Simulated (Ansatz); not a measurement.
## A ladder of methods for BH2F (SMILES [H]B([H])F)

BH2F: 4 atoms, total charge 0, spin state singlet. As SMILES, `[H]B([H])F`. The coordinates come from a GFN2-xTB relaxation.

```xyz
4

B     0.0300    0.0492    0.0006
H     1.1984   -0.0340    0.0156
H    -0.5783    1.0502   -0.0194
F    -0.6501   -1.0654    0.0032
```

Quantity: the energy change with the B1–F4 bond stretched from 1.306 to 1.632 Å, in eV. The values are calculated.

```json
{"level": "r2SCAN/STO-3G (restricted)", "kind": "meta-GGA", "program": "Ansatz", "value (eV)": "1.69", "less FCI/STO-3G": "-0.02"}
{"level": "r2SCAN0/STO-3G (restricted)", "kind": "hybrid meta-GGA", "program": "Ansatz", "value (eV)": "1.86", "less FCI/STO-3G": "+0.15"}
{"level": "HSE06/STO-3G (restricted)", "kind": "range-separated hybrid", "program": "Ansatz", "value (eV)": "1.77", "less FCI/STO-3G": "+0.06"}
{"level": "RPA@PBE/STO-3G (restricted)", "kind": "RPA", "program": "Ansatz", "value (eV)": "1.56", "less FCI/STO-3G": "-0.15"}
{"level": "BCCD(T)/STO-3G (restricted)", "kind": "coupled cluster or CI", "program": "Ansatz", "value (eV)": "1.75", "less FCI/STO-3G": "+0.04"}
{"level": "CCSD/STO-3G (restricted)", "kind": "coupled cluster or CI", "program": "Ansatz", "value (eV)": "1.78", "less FCI/STO-3G": "+0.07"}
{"level": "CCSDTQ/STO-3G (restricted)", "kind": "coupled cluster or CI", "program": "Ansatz", "value (eV)": "1.71", "less FCI/STO-3G": "0.00"}
{"level": "FCI/STO-3G", "kind": "exact in the basis", "program": "Ansatz", "value (eV)": "1.71", "less FCI/STO-3G": "0.00"}
```

FCI/STO-3G is exact within its basis and frozen core, so for wave-function methods in that basis the difference is their error; functionals converge differently with the basis, so for them it is only a difference. The first shape isn't each level's own minimum. The values span 1.56 to 1.86 eV. All rows use very small basis sets, so none should be taken for the real molecule's value.

Stretching the B–F bond costs 1.71 eV at the FCI level, and the coupled-cluster results approach this from above: CCSD is too high by 0.07 eV, BCCD(T) by 0.04 eV, and CCSDTQ agrees to the printed precision. This order fits a bond whose σ and σ* levels draw together as it lengthens, while π donation from fluorine into the empty boron p orbital weakens. Correlation then matters more at the stretched geometry, so a truncated cluster expansion misses more energy there and makes the stretch too costly. The remaining error is small, which suggests that a single configuration still dominates.

Among the functionals, going from r2SCAN to r2SCAN0 raises the cost from 1.69 to 1.86 eV. Exact exchange probably does this by replacing part of the semilocal exchange that mimics left–right correlation in the stretched bond. RPA gives the lowest value, so the methods beyond semilocal DFT do not all shift the same way. The ranking describes a moderate stretch and cannot be carried over to full B–F dissociation.
